Boron phosphide in the zinc blende structure was computed seven times with one program, one functional and one pair of potentials. The label of each row is the plane-wave cutoff. The gap is the distance from the highest filled to the lowest empty level anywhere on the mesh of wave vectors; the direct gap compares levels at the same wave vector.

Kohn–Sham DFT with Quantum ESPRESSO for zinc blende BP at a fixed geometry, using the LDA (PW92 form) and PseudoDojo 0.4.1 SR LDA standard pseudopotentials, without spin–orbit coupling. The basis is given by the plane-wave cutoff for the orbitals; both gaps are read on a 4×4×4 k mesh with fixed occupations.

```
  basis  gap (eV)  direct gap (eV)  gap less the median of the rows (eV)
 367 eV     1.194            3.352                                -0.099
 463 eV     1.266            3.374                                -0.027
1034 eV     1.290            3.368                                -0.003
 571 eV     1.293            3.381                                 0.000
 721 eV     1.309            3.384                                 0.016
 884 eV     1.318            3.387                                 0.025
1238 eV     1.319            3.387                                 0.026
```

**1. What changes between the first row and the second?**

The crystal is the same, so only the description of its electrons can differ. A plane-wave program builds every orbital from waves whose kinetic energy lies below the cutoff. A higher cutoff admits shorter waves and therefore finer detail: the shortest half wave shrinks from 0.32 Å in the first row to 0.17 Å in the last. The first step, from 367 to 463 eV, already widens the gap by 0.072 eV. That is a gain in resolution and no property of boron phosphide.

**2. A larger basis lets electrons settle lower. Why does the gap open?**

In a fixed potential, adding waves can only lower a level or leave it where it is. This is the variational principle, and it holds for filled and empty levels alike. A gap is a difference, so it opens if the filled level at its lower edge falls further than the empty level at its upper edge. The runs show just that: from the lowest to the highest cutoff the valence top falls by 0.136 eV, the conduction minimum by only 0.011 eV. The difference, 0.125 eV, is the whole opening of the gap.

The likely reason why the valence top suffers most is the shape of its orbital. At the zone centre it is made of p orbitals on boron and phosphorus. A pseudopotential removes the core electrons and smooths away the wiggles that a valence orbital has because it must be orthogonal to core orbitals of the same kind. Phosphorus 3p gains from this, since a 2p shell lies beneath it. Boron 2p has no such wiggles to lose, since boron has no p core; it stays rather compact and needs short waves.

The lowest valence level offers a comparison. It is s-like, and both phosphorus 3s and boron 2s have core orbitals of their kind, whose effect can be smoothed away. Over the same range of cutoffs this level moves by only 0.002 eV. It even moves upwards, which a fixed potential would forbid: the potential is built from the density and changes a little with the basis too. A poor basis thus doesn't shift all levels together, and the pattern fits a penalty on sharp orbitals. Why the conduction minimum is so little affected is less clear; perhaps its orbital has less boron p character.

**3. Why does the direct gap hardly notice?**

Here the smallest direct gap lies at the zone centre, between the p-like valence top and an empty level that is also p-like, its antibonding partner. Both contain the same compact boron orbitals, which would explain why both are too high when short waves are lacking. The empty level falls by 0.101 eV over the full range, about three quarters as much as the valence top. Most of the error cancels, and the direct gap grows by just 0.035 eV.

This matters for anyone who tests a cutoff. At 463 eV the direct gap is within 0.013 eV of its value in the last row, which looks reassuring, while the gap itself is still 0.053 eV short. A basis should be tested on the quantity that will be used, because another one may converge early through cancellation.

**4. Why does the third row, with a cutoff of 1034 eV, stand among the poor ones?**

By its cutoff it belongs near the bottom of the table, yet its gap is 0.029 eV below that of the last row. If a coarse basis were to blame, both gaps should point to the same effective cutoff, and they don't. Judged by its gap the row resembles the one at 571 eV; judged by its direct gap, 0.019 eV short, it is worse than the one at 463 eV. The lowest valence level, which the cutoff leaves almost in place, lies 0.023 eV higher than in the last row.

The settings suggest another cause. In this run the electron density was summed over a 4×4×4 mesh of wave vectors, whereas the runs at 367, 463, 571, 721 and 1238 eV used 10×10×10 for that step. The density is an average over all wave vectors, and on a coarse mesh each of the few points has to stand for a large region. The density then changes a little, the potential follows, and the levels shift by unequal amounts. This is the likely explanation; a run at 1034 eV with the denser mesh would test it.

**5. Further down, how fast does the error die away?**

Very fast. Going from 367 to 721 eV, not quite a doubling, cuts the shortfall against the last row from 0.125 to 0.010 eV. The reason is that a smooth orbital contains few very short waves, so each further extension of the basis has less left to add. A simple form for this is a power law in the cutoff E:

gap(E) = G − A · (1000 eV / E)^p

Here G is the gap for an unlimited basis, A the shortfall left at 1000 eV, and p the steepness. The three constants were fitted to the five rows known to share the dense density mesh, which gave G = 1.321 eV, A = 0.0036 eV and p = 3.54.

The row at 884 eV, whose density mesh is unconfirmed, stayed outside the fit and can serve as a trial. The ratio 1000/884 raised to the power 3.54 is 1.55. Multiplied by A, this gives a shortfall of 0.006 eV and hence a gap of 1.315 eV. The run gave 1.318 eV, so the model is 0.003 eV too low. Perhaps the real error dies faster at the end than the power law allows. A 4×4×4 density mesh is an unlikely cause: in the row at 1034 eV it seems to have lowered both gaps, whereas at 884 eV the gap lies above the model and the direct gap equals that of the last row.

An exponential decay, fitted to the same five rows, follows them less closely and misses the 884 eV row by about as much. The table therefore doesn't decide between the two laws, and their constants shouldn't be read as properties of the orbitals. The printed output after this text gives both fits.

**6. What would change if one element were replaced?**

The argument about core shells gives a way to guess. In aluminium phosphide, boron's place is taken by an atom whose 3p orbital does have a p shell beneath it. With that shell frozen into the potential, the valence orbitals are smoother, and the gap should settle at a lower cutoff. In boron nitride the change goes the other way: nitrogen 2p has no p core either and is more compact than boron 2p, so a higher cutoff should be needed. The question to ask of a new compound is which atom has the sharpest orbital among those not frozen into its potential, for that atom usually sets the cost.

**7. Which digits in the last rows can be trusted?**

It depends on what they are trusted for. As a statement about the basis, the gap is settled to about 0.01 eV from 721 eV upwards, provided the density mesh is the dense one. The column "gap less the median of the rows" shouldn't be read as an error, because its zero is the row at 571 eV, which is itself 0.026 eV short of the last row.

As the gap that this functional assigns to boron phosphide, even the first decimal is open. The levels were read on a coarse mesh, and the conduction minimum of this crystal is known to lie on the line from the zone centre to the zone boundary point X, between the points of that mesh. The true minimum is therefore lower than the one found, and the true gap smaller than the printed 1.319 eV. A higher cutoff can't repair this, since it refines the orbitals at the chosen wave vectors and adds no new ones.

As a prediction of experiment, the number is far off. The measured gap is roughly 2 eV, so the last row is about 0.7 eV too small, several times the whole effect of the cutoff. Spin–orbit coupling and the motion of the atoms are absent from the calculation, but both usually narrow a gap and so wouldn't close the distance. What remains is mainly the tendency of local density functionals to place empty levels too close to filled ones. Convergence brings a calculation to the answer of its own functional, and here that answer is not the measured one.

Output of the analysis:

```
Basis and shortfall against the 1238 eV row:
      row  shortest half wave in angstrom  plane waves (estimate)  gap shortfall in eV  direct gap shortfall in eV
   367 eV                          0.3201                   372.9                0.125                       0.035
   463 eV                           0.285                   528.5                0.053                       0.013
  1034 eV                          0.1907                    1764                0.029                       0.019
   571 eV                          0.2566                   723.8                0.026                       0.006
   721 eV                          0.2284                    1027                 0.01                       0.003
   884 eV                          0.2062                    1394                0.001                           0
  1238 eV                          0.1743                    2311                    0                           0
Smallest ratio of direct gap shortfall to gap shortfall, rows 367 to 721 eV: 0.2308
Largest ratio of direct gap shortfall to gap shortfall, rows 367 to 721 eV: 0.3
Same ratio in the 1034 eV row: 0.6552
Valence top, 1238 less 367 eV row (eV): -0.1361
Conduction minimum on the mesh, 1238 less 367 eV row (eV): -0.01082
Conduction level at zone centre, 1238 less 367 eV row (eV): -0.1009
Lowest valence level at zone centre, 1238 less 367 eV row (eV): 0.001864
Valence top, 1034 less 1238 eV row (eV): 0.04035
Conduction minimum on the mesh, 1034 less 1238 eV row (eV): 0.01172
Lowest valence level at zone centre, 1034 less 1238 eV row (eV): 0.02336
fit of result_gap on 5 rows (fine): constant 1.317 +/- 0.0021, coefficient of exp(-ecut/s) -2.836 +/- 0.098, s 116.7; rms 0.00218, worst 463 eV -0.00284, leave-one-out rms 0.0127
  rows outside the fit (model, value, miss): 1034 eV 1.316, 1.29, 0.0264; 884 eV 1.315, 1.318, -0.00269
fit of result_gap on 5 rows (fine): constant 1.321 +/- 0.00067, coefficient of (1000/ecut)**s -0.003642 +/- 3.8e-05, s 3.538; rms 0.000669, worst 571 eV 0.00106, leave-one-out rms 0.00407
  rows outside the fit (model, value, miss): 1034 eV 1.317, 1.29, 0.0273; 884 eV 1.315, 1.318, -0.00313
Rough measured gap of 2 eV less the gap of the 1238 eV row (eV): 0.681
```
